**Why does core polarisation push the two members of a fine-structure doublet in opposite directions?**

These are hyperfine constants of lithium-like krypton, from frozen-core DHF, with RPA, and with Brueckner orbitals added. A/g is the magnetic dipole constant over the nuclear g factor, and B/Q is the quadrupole constant over the nuclear quadrupole moment.

B-spline many-body code 1, no-pair Dirac-Coulomb: Kr33+ (Z = 36), one electron outside a closed 1s2 core. Hyperfine constants from frozen-core Dirac-Hartree-Fock (DHF), then with static RPA core polarisation, then also with Brueckner orbitals (second-order and RPA-screened correlation potential). The nucleus is uniformly magnetised, with rms radius 4.1884 fm.

```csv
hyperfine,"A/g, DHF (MHz)","A/g, RPA (MHz)","A/g, Brueckner RPA (MHz)","B/Q, DHF (MHz/barn)","B/Q, RPA (MHz/barn)","B/Q, Brueckner RPA (MHz/barn)"
2s1/2,1551000,1581000,1581000,n/a,n/a,n/a
3s1/2,454300,462500,462500,n/a,n/a,n/a
4s1/2,190200,193500,193500,n/a,n/a,n/a
5s1/2,96830,98490,98500,n/a,n/a,n/a
2p1/2,496800,504600,504700,n/a,n/a,n/a
3p1/2,147400,149100,149200,n/a,n/a,n/a
4p1/2,62020,62710,62710,n/a,n/a,n/a
5p1/2,31680,32010,32020,n/a,n/a,n/a
2p3/2,88530,82320,82340,166000,166000,166000
3p3/2,26320,24950,24960,49700,49600,49600
4p3/2,11100,10580,10580,21000,21000,21000
5p3/2,5679,5425,5425,10700,10700,10700
3d3/2,15230,15320,15320,9620,9460,9460
4d3/2,6445,6493,6494,4100,4040,4040
5d3/2,3303,3329,3330,2110,2080,2080
6d3/2,1912,1928,1928,1220,1200,1200
3d5/2,6413,6323,6324,13200,13000,13000
4d5/2,2716,2669,2669,5610,5530,5530
5d5/2,1392,1367,1367,2880,2840,2840
6d5/2,806.1,790.7,790.8,1670,1640,1640
4f5/2,1933,1933,1934,2000,1960,1960
5f5/2,991.0,991.5,991.6,1030,1010,1010
6f5/2,573.8,574.2,574.2,595,585,585
7f5/2,361.4,361.7,361.7,375,369,369
4f7/2,1067,1067,1067,2310,2260,2260
5f7/2,547.4,546.8,546.8,1180,1160,1160
6f7/2,317.0,316.6,316.6,686,674,674
7f7/2,199.7,199.4,199.4,432,424,424
5g7/2,425.6,425.6,425.6,552,542,542
6g7/2,246.5,246.5,246.5,320,314,314
7g7/2,155.3,155.3,155.3,202,198,198
5g9/2,270.1,270.1,270.1,599,589,589
6g9/2,156.4,156.4,156.4,347,341,341
7g9/2,98.55,98.55,98.55,219,215,215
```

I took RPA to mean that the 1s² core shields the nucleus, so that the valence electron sees a smaller ⟨r⁻³⟩. That suits 4d5/2, where A/g drops by 1.7% and B/Q by 1.4%. But 2p1/2 goes up while 2p3/2 drops by 7%, and B/Q of the p levels stays put. Is it shielding, a change of the valence orbital through correlation, or something else?

**Answer**

Every row is one electron of fixed l and j outside the same closed shell, so the rows can be compared directly. The three candidates predict different patterns, and the printed output below sets each against the shifts from DHF to RPA.

*A common rescaling of ⟨r⁻³⟩*

Without relativity, A of any level with l > 0 is proportional to l(l+1)⟨r⁻³⟩/j(j+1), so a changed ⟨r⁻³⟩ moves both members of a doublet by the same percentage. In all eight p and d doublets the lower-j member rises and the upper-j member falls: 4d3/2 gains 0.7% while 4d5/2 loses 1.7%. A factor fitted freely to each doublet still leaves an rms residual of 1.8% of the DHF value over the 30 rows with l > 0, and misses both 2p levels by 4.3%. The g levels are as clear: B/Q falls by 1.7 to 2.0% and A/g does not change in any digit. The near match in 4d5/2, and in the other d5/2 rows, is a coincidence.

Shielding is still the right picture for B. The nuclear quadrupole distorts the charge of the 1s² shell. Outside the shell the field keeps its shape but is reduced by a fixed fraction, while an electron that penetrates the shell feels only part of the reduction. For a hydrogenic 1s² shell the fraction is 2/(3Z) = 1.85% (Sternheimer shielding), and the f and g rows agree with it to about the rounding of their three digits. This is only the direct response of the core charge. It involves neither spin nor exchange, so it says nothing about A.

*Correlation reshaping the valence orbital*

The Brueckner columns measure this. The largest relative change of A/g is 0.067% (3p1/2), a single unit in the last digit. For 2p3/2 it is 20 MHz against an RPA shift of −6210 MHz, and no B/Q changes. Theory gives the reason: core polarisation is first order in the electron repulsion, of relative size 1/Z, while the correlation potential is second order, 1/Z². The same run gives a core dipole polarisability of only 5.2 × 10⁻⁶ bohr³. These shifts are too near the rounding to carry a trend, and the omitted Breit, QED, structure-radiation and normalisation terms may exceed them.

*Exchange polarisation of the core*

The valence electron has exchange only with the 1s electron of the same spin. The two 1s orbitals then differ slightly, and a net spin density Δρ appears at the nucleus even when the valence orbital vanishes there. It couples as I·S, and within a level S is replaced by its projection on J. With S·J = [j(j+1) + 3/4 − l(l+1)]/2, the ratio S·J/j(j+1) is +1/(2l+1) for j = l + 1/2 and −1/(2l+1) for j = l − 1/2. The contact shift is therefore equal and opposite in MHz, as in 3d (+90 and −90). The percentages differ because the DHF values differ, and 2p3/2 shows 7% partly because its A/g is less than a fifth of that of 2p1/2.

The size follows from a hydrogenic, non-relativistic, first-order model with no fitted constant. It is easier to perturb the 1s orbital φ₀ by the hyperfine operator and then take the exchange with the valence orbital, which is the same second-order term. Writing the change as Fφ₀, the perturbation δ³(r) gives ½∇·(φ₀²∇F) = φ₀²(δ³ − Z³/π) in atomic units. Integrating over a sphere and requiring ⟨F⟩ = 0 yields

2πF = −1/r + 2Z ln(2Zr) + 2Z²r + (2γ − 5)Z,

with γ Euler's constant. Then Δρ = −2Rˡ/(2l+1), where Rˡ is the Slater integral of multipole l between the radial overlap densities F·P₁ₛPₙₗ and P₁ₛPₙₗ. The shift for j = l + 1/2 is c = K(8π/3)Δρ/(2l+1), where K = 95.41 MHz is the hyperfine unit for g = 1 and a distance of one bohr. The core charge is set to Z − 5/16 and the valence charge to Z − 2. For s levels the core charge serves for both, to keep the orbitals orthogonal, and only the percentage is compared.

F is negative inside about 1.3/Z bohr and positive outside, which fixes the signs. A p or d electron overlaps the core mostly outside that radius. It draws the like-spin 1s electron outwards, so Δρ is negative, the upper-j level falls and the lower-j level rises. An s electron has its inner lobe on the nucleus and draws the like-spin electron inwards, so all four s levels rise. The model gives +1.83% for 2s against +1.93%, and follows the slow decline to 5s.

The other two magnetic operators behave differently. The orbital operator gives zero on a 1s function. The spin-dipole operator, of form C²/r³, mixes d character into 1s with the radial factor −(1/3r + Z/9). Its direct effect cancels, because the two core spins are distorted oppositely, and this is why A is not shielded. Its exchange effect survives and multiplies the spin-dipole part of A by 1 + x. In B both spins are distorted alike, so the direct shielding remains and the same x is added to it.

*The 2p doublet in full*

The integral corresponds to Δρ ≈ −20 bohr⁻³, and c = 95.41 × (8π/3) × (−20)/3 ≈ −5300 MHz, or −5293 MHz unrounded. In units of K⟨r⁻³⟩, p1/2 has a total of 8/3 with an orbital part 4/3, and p3/2 a total of 8/15 with an orbital part 2/3. The spin-dipole shares are thus 1/2 and −1/4, which is 248400 and −22130 MHz of the DHF values. With x = 0.67% they contribute +1660 and −150 MHz. The sums are +5290 + 1660 = +6950 MHz and −5290 − 150 = −5440 MHz, against +7800 (±100 from rounding) and −6210 (±10). Nothing was fitted to these rows. Signs and asymmetry are right, and the sizes fall short by 11% and 12% of the tabulated shifts.

*How far the numbers decide*

The rms residual of this model over the same 30 rows is 0.25% of the DHF value, seven times smaller than for the fitted factors, and 2p3/2 is its worst row. It also reproduces the opposite drift with n. The upper-j loss shrinks from 7.0% to 4.5% along p and grows from 1.4% to 1.9% along d. Since A scales nearly as n⁻³, the percentage tracks n³ times the overlap. For d the squared amplitude near the core falls with n, but n³ times it grows, as (1 − 1/n²)(1 − 4/n²). For p the like factor grows too, but orbitals above 2p bend towards a first node and lose amplitude where F is large and positive. That reading of the integrals is argued and was not tested separately. The zero at 4f needs no cause, since the model's 0.6 MHz lies below the ±1 MHz rounding there, and the 5f to 7f shifts of a few last digits agree with it.

Splitting each doublet of the table into a contact and a dipole term solves two equations for two unknowns, so the split proves nothing until it is compared with the computed terms. For 2p it gives x = 0.70 ± 0.05% against 0.67% computed; 5p lies just outside its rounding (0.53 ± 0.08% against 0.62%), and for d the term is not resolved. B/Q offers an independent check. Penetration cuts the direct shielding of 3p to −0.87%, exchange brings the total to −0.23%, and the table shows −0.2 ± 0.2%. The direct term alone is also outside the rounding for 2p and 4p. The split is itself non-relativistic, and with (Zα)² = 0.069 a stronger penetration of p1/2 could supply some of the asymmetry.

The contact term from the table exceeds the model by a factor of 1.08 to 1.16 in the p and d doublets. The Dirac enhancement of the 1s contact field for a point nucleus, 1.115, lies in that range, and applying it lowers the rms residual to 0.06%. Relativity is the likely cause, but the numbers do not settle it. Raising the valence charge from 34 to 35 enlarges the contact term by 6% for 2p and 14% for 3d, enough to close the gap for 3d. For 5p it adds only about 1% where 15% is needed, so screening cannot be the whole account. The 5 to 8% by which the s shifts exceed the model may come from relativity, from the single charge used for both orbitals, or from higher orders of RPA. These were not tested separately.

*Neighbouring series*

Along the lithium-like sequence the shifts scale roughly as Z² and A as Z³, so the percentages grow about as 1/Z towards light ions. In neutral lithium the negative contact term outweighs the valence part, and A of 2p3/2 is known to change sign. Towards heavier ions the percentages should shrink at first, but the relativistic growth of the 1s contact field works against this. The effect should be clearest in the upper-j levels, whose own A gains less from relativity. Relativity also spoils the equal-and-opposite rule, first for p. A sodium-like ion has a 2p⁶ shell on which the orbital operator no longer vanishes and which the quadrupole distorts radially, which usually gives antishielding of B for an outer electron. Its core is larger and softer, so polarisation should reach to higher l and the Brueckner step should be larger.

Output of the analysis:

```
dipole unit 95.41 MHz, (Z alpha)^2 0.0690, Dirac 1s contact factor 1.115, -2/(3Z) = -1.85%
s levels: RPA-DHF shift of A in MHz, in % (+-rounding), model %, table/model
2s   +30000 +1.93 (+-0.06) +1.83 1.05
3s    +8200 +1.80 (+-0.02) +1.68 1.08
4s    +3300 +1.74 (+-0.05) +1.63 1.07
5s    +1660 +1.71 (+-0.01) +1.60 1.07
shift of A, j=l-1/2 | j=l+1/2: table MHz (+-rounding), table %, model MHz
2p  +7800.0 (+-1e+02) +1.57% +6952.60 |  -6210.0 (+-10) -7.01% -5440.77
3p  +1700.0 (+-1e+02) +1.15% +1629.16 |  -1370.0 (+-10) -5.21% -1199.90
4p   +690.0 (+-10) +1.11%  +635.48 |   -520.0 (+-10) -4.68%  -457.72
5p   +330.0 (+-10) +1.04%  +313.88 |   -254.0 (+-1) -4.47%  -223.75
3d    +90.0 (+-10) +0.59%   +84.93 |    -90.0 (+-1) -1.40%   -81.76
4d    +48.0 (+-1) +0.74%   +44.07 |    -47.0 (+-1) -1.73%   -42.34
5d    +26.0 (+-1) +0.79%   +24.23 |    -25.0 (+-1) -1.80%   -23.25
6d    +16.0 (+-1) +0.84%   +14.50 |    -15.4 (+-0.1) -1.91%   -13.91
4f     +0.0 (+-1) +0.00%    +0.63 |     +0.0 (+-1) +0.00%    -0.63
5f     +0.5 (+-0.1) +0.05%    +0.51 |     -0.6 (+-0.1) -0.11%    -0.50
6f     +0.4 (+-0.1) +0.07%    +0.35 |     -0.4 (+-0.1) -0.13%    -0.35
7f     +0.3 (+-0.1) +0.08%    +0.25 |     -0.3 (+-0.1) -0.15%    -0.24
5g     +0.0 (+-0.1) +0.00%    +0.00 |     +0.0 (+-0.1) +0.00%    -0.00
6g     +0.0 (+-0.1) +0.00%    +0.00 |     +0.0 (+-0.1) +0.00%    -0.00
7g     +0.0 (+-0.1) +0.00%    +0.00 |     +0.0 (+-0.01) +0.00%    -0.00
contact MHz: table, model, ratio | dipole %: table, model | B shift %: both j, model direct, direct+exchange
2p  -6054.5 -5292.89  1.14 | +0.70 (+-0.05) +0.67 |   -   +0.00 (+-0.6) -0.98 -0.31
3p  -1337.6 -1157.82  1.16 | +0.49 (+-0.16) +0.64 |   -   -0.20 (+-0.2) -0.87 -0.23
4p   -503.3  -440.25  1.14 | +0.60 (+-0.07) +0.63 |   -   +0.00 (+-0.5) -0.84 -0.21
5p   -246.5  -214.88  1.15 | +0.53 (+-0.08) +0.62 |   -   +0.00 (+-0.9) -0.82 -0.20
3d    -90.0   -80.52  1.12 | +0.00 (+-0.40) +0.12 | -1.66 -1.52 (+-0.8) -1.77 -1.66
4d    -46.6   -41.66  1.12 | +0.09 (+-0.17) +0.15 | -1.46 -1.43 (+-0.2) -1.74 -1.59
5d    -24.6   -22.87  1.08 | +0.17 (+-0.34) +0.16 | -1.42 -1.39 (+-0.5) -1.72 -1.56
6d    -15.2   -13.68  1.11 | +0.17 (+-0.32) +0.17 | -1.64 -1.80 (+-0.8) -1.71 -1.54
4f     +0.0    -0.62 -0.00 | +0.00 (+-1.06) +0.01 | -2.00 -2.16 (+-0.5) -1.86 -1.86
5f     -0.7    -0.49  1.36 | -0.10 (+-0.21) +0.01 | -1.94 -1.69 (+-1.0) -1.86 -1.85
6f     -0.4    -0.34  1.16 | +0.00 (+-0.36) +0.01 | -1.68 -1.75 (+-0.2) -1.86 -1.85
7f     -0.3    -0.24  1.25 | +0.00 (+-0.57) +0.01 | -1.60 -1.85 (+-0.3) -1.86 -1.85
5g     +0.0    -0.00 -0.00 | +0.00 (+-0.76) +0.00 | -1.81 -1.67 (+-0.2) -1.87 -1.87
6g     +0.0    -0.00 -0.00 | +0.00 (+-1.32) +0.00 | -1.88 -1.73 (+-0.3) -1.87 -1.87
7g     +0.0    -0.00 -0.00 | +0.00 (+-1.15) +0.00 | -1.98 -1.83 (+-0.5) -1.87 -1.87
residual table-model in % of A(DHF), 30 rows with l>0:
  factor -2/(3Z): rms 2.35, worst 2p3/2 -5.16
  best factor per doublet: rms 1.84, worst 2p1/2 +4.29
  core model: rms 0.25, worst 2p3/2 -0.87
  core model, Dirac contact: rms 0.06, worst 2p3/2 -0.18
valence charge 34 -> 35, contact MHz: 2p -5292.9 -> -5607.1, 5p -214.9 -> -217.9, 3d -80.5 -> -91.6
Brueckner step: largest in A +0.067% (3p1/2), 2p3/2 +0.024%; B rows changed 0
```
